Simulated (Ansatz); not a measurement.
## SiTe2: energy above lowest point against volume scale

Results calculated with Ansatz 0.2.0, not measured. Free energy against uniform scaling of the volume at fixed shape and fractions; periodic cell, basis, potentials, k mesh and filling as listed.

The cell before it is scaled or strained (space group P-3m1, No. 164):
```
CELL_PARAMETERS angstrom
3.81310 0.00000 0.00000
-1.90650 3.30220 0.00000
0.00000 0.00000 7.10260
ATOMIC_POSITIONS crystal
Si 0.00000 0.00000 0.00000
Te 0.33333 0.66667 0.77341
Te 0.66667 0.33333 0.22659
```

Settings of every row: functional LDA; dispersion none; potentials PAW; wave cutoff 500 eV; density cutoff 2000 eV; k mesh 5x5x3; k shift 0x0x0; occupations fermi dirac; smearing width 0.01 eV; spin none; SCF threshold exponent -8.

Limits: a layered crystal: even scaling strains the bonds within the layers, so this curve is stiffer than the crystal under pressure; coarse k mesh, up to 40 meV an atom off; no spin-orbit coupling, which can matter with elements this heavy; the cell comes from a prototype or a list of computed structures and needn't be the stable phase.

```csv
row,volume scale,V (Å³/atom),energy above lowest point (meV/atom)
1,0.9406,28.04,0
2,0.9703,28.926,3.8
3,1,29.811,16.5
4,1.0297,30.696,?
5,1.0594,31.582,62.9
```

Question: what energy above lowest point should row 4 give?

Worked fit of energy above lowest point. Take u = (V_r/V)^(2/3) − 1 with V_r = 29.368 Å³ an atom, which is twice the finite (Eulerian) strain; such expansions in the strain, on which the Birch-Murnaghan equation of state is built, carry the rest volume and the bulk modulus. The shown rows have u = 0.03133, 0.01016, -0.00993, -0.0473. Least squares give energy above lowest point = 9.15 − 628.9 × u + 10734 × u² meV/atom; a straight line predicts inner rows, each left out in turn, worse (root mean square 10 against 0.13 meV/atom). The rows lie off it by 0.0, -0.1, 0.0, 0.0. Its lowest point lies at u = 0.0293, or V = 28.12 Å³ an atom, and the curvature there gives the bulk modulus at fixed shape and fractions, B = (4/9)(1 + u)² E″(u)/V = 57.6 GPa. Letting shape and atoms relax would as a rule lower it, by much in layered, chain or molecular crystals. The withheld row has u = -0.02905, so the fit gives 9.15 − 628.9 × (-0.02905) + 10734 × (-0.02905)² = 36.5 meV/atom.

The calculation gave 36.6 meV/atom. The fit lies 0.1 meV/atom (0.16 % of the column's range) below it, one unit of the last digit.
